The filled bands of a crystal can be recombined into localised functions, called Wannier functions, without changing the total electron density. In the table, functions a, b and c are the coordinates of each function's centre along the three edges of the primitive cell, and function spread is its mean square extent about that centre. Lead lies at (0, 0, 0) and selenium at (½, ½, ½). Coordinates repeat after one cell edge, so 0.999 means a point just beside 0.

GPAW 26.7.0 calculation of rock-salt PbSe (primitive cell edge 4.328 Å) with LDA, PAW data sets, a 600 eV plane-wave cutoff, an 8×8×8 k mesh and no spin-orbit coupling. Wannier functions of the filled bands were localised with ASE on a 4×4×4 k mesh from a random start, using the "var" functional, which penalises unequal spreads.

```
row  function a (fractional)  function b (fractional)  function c (fractional)  function spread (angstrom^2)
  1                    0.000                    0.000                    0.999                         0.728
  2                    0.003                    0.001                    0.000                         0.698
  3                    0.001                    0.002                    0.997                         0.698
  4                    0.445                    0.445                    0.670                         2.092
  5                    0.378                    0.590                    0.442                         2.236
  6                    0.999                    0.000                    0.001                         0.717
  7                    0.590                    0.590                    0.442                         2.236
  8                    0.590                    0.378                    0.442                         2.236
  9                    0.001                    0.999                    1.000                         0.713
 10                    0.000                    0.000                    0.999                         0.698
```

**(a) Which functions sit on an atom and which sit beside one, and what decides this?**

*Solution.* Six functions lie on lead to within 0.02 Å. The other four, rows 4, 5, 7 and 8, lie about 0.6 Å from selenium. With two electrons in each function, lead holds 12 and selenium 8. These are the numbers for Pb²⁺ with filled 5d and 6s shells and for Se²⁻ with filled 4s and 4p shells, which is how the orbitals are assigned here.

The difference follows from parity, the behaviour of an orbital when it is inverted through its nucleus. Take first a pure s or a pure p orbital. Its density is the same on both sides of the nucleus, so its centre is on the nucleus. Now add some s to a p orbital. The s part has one sign everywhere and the p part changes sign, so they reinforce each other on one side and cancel on the other, and the centre moves.

For a normalised hybrid with s share $w$, the displacement is

$$d = 2D\sqrt{w(1-w)},$$

where $D$ is the matrix element of position between s and p. It vanishes for pure s and for pure p, and is largest for an even mixture. An s and a d orbital both keep their sign under inversion, so the corresponding matrix element is zero. Lead's 6s and 5d orbitals can therefore mix in any ratio and stay centred.

**(b) Each selenium has six equal lead neighbours. Why do its functions form a tetrahedron, and why does no function on lead look like a separate 6s lone pair?**

*Solution.* The functions are chosen to be compact, and the spread of each one is

$$\sigma^2 = \langle r^2\rangle - d^2,$$

with $\langle r^2\rangle$ measured from the nucleus. Mixing a given set of orbitals on one atom leaves the sum of $\langle r^2\rangle$ unchanged. Only displacement can lower the total spread. For the four selenium functions $\langle r^2\rangle$ adds up to 10.13 Å², and the displacements remove 1.33 Å², or 13% of it. Recombined into orbitals centred on selenium, the same electrons would lose this gain.

The gain is greatest when s is shared equally among the four hybrids, and four equal s-p hybrids point to the corners of a tetrahedron. The shape thus comes from having one s and three p orbitals, whatever the number of neighbours. It shows neither four bonds nor a distortion of the crystal. The four displacements in fact cancel to within 0.02 Å, as expected around a centre of inversion.

On lead, mixing moves no centre, so to leading order it neither lowers nor raises the total spread. A second preference can then decide. The localisation used here also penalises unequal spreads, and this favours spreading the wide 6s orbital over all six functions. That explanation rests on the known behaviour of the method, since no other localisation was run for comparison.

The energies support the mixing. The mean energies of the six lead functions all lie between −9.06 and −9.25 eV, whereas pure 5d and pure 6s functions should differ by several electronvolts. Spin-orbit coupling, left out here, would split the 5d levels but would not remove the 6s electrons. The lone pair is hidden by the choice of functions, and its chemical role cannot be judged from this table.

**(c) Rows 5, 7 and 8 have the same spread. Why is row 4 more compact, although its centre lies farther from selenium?**

*Solution.* Consider two limits for the selenium functions. In one, three are pure p orbitals at 90° to each other, pointing straight at lead neighbours, and the fourth is pure s. In the other, all four are equal hybrids. Between these limits, three equal hybrids with s share $w$ must remain orthogonal, which fixes the angle $\theta$ between any two of them:

$$w+(1-w)\cos\theta=0.$$

The fourth hybrid receives the remaining s share, $1-3w$. Equal sharing, $w=1/4$, gives $\cos\theta=-1/3$, which is the angle of a regular tetrahedron.

The centres of rows 5 and 7 are 107.7° apart as seen from selenium, slightly less than in a regular tetrahedron. The three equal functions have thus closed up slightly towards the first limit, and each leans towards a lead neighbour. The angle gives $w=0.2335$, so row 4 has an s share of about 30%. Selenium 4s is more compact and more strongly bound than 4p, so a larger s share makes row 4 both tighter and deeper in energy. It also increases the displacement, because $w(1-w)$ is still rising at this share. The longer displacement does not work against compactness: by the formula for $\sigma^2$ in (b), it supplies about a quarter of the difference in spread between rows 4 and 5.

The energies allow a check on the size of the effect. The mean energy of a hybrid is $wE_s+(1-w)E_p$, where $E_s$ and $E_p$ are the energies of the two orbitals. Row 4 lies 0.579 eV below row 5, and their s shares differ by $1-4w=0.066$. Hence

$$E_p-E_s\approx\frac{0.579\ \text{eV}}{0.066}\approx 8.8\ \text{eV}.$$

A free selenium atom has a separation of roughly 10 eV, a recalled value, so the small excess of s is of the right size to explain the energy.

The estimate is good only to its order of magnitude, because it divides by a small difference between shares. If $w$ is taken from the lengths of the displacements instead of the angle, the same energies give 12.8 eV. The two routes would agree exactly if the four displacements cancelled exactly. Rounding of the tabulated centres is too small to explain the whole remainder. The 4×4×4 mesh used for the localisation, which is coarser than that of the underlying calculation, is a likely source, but this was not tested.

Part of the larger spread of rows 5, 7 and 8 may come from tails on the lead atoms they lean towards, which these data do not separate from the s share. The orientation of the tetrahedron reflects the crystal. Row 4 points along a threefold axis, midway between three lead neighbours, while rows 5, 7 and 8 lean towards the other three, which is why these rows match. The gain described in (b) would by itself make all four s shares equal. The small excess in row 4 must therefore come from something left out there, such as the lead neighbours or the details of the localisation, and these data do not show which. There are eight equivalent directions of this kind, and a random start can lead to any of them, so the one found here has no special meaning. On lead, mixing hardly changes the total spread, so the slight differences among those six functions call for no chemical explanation.
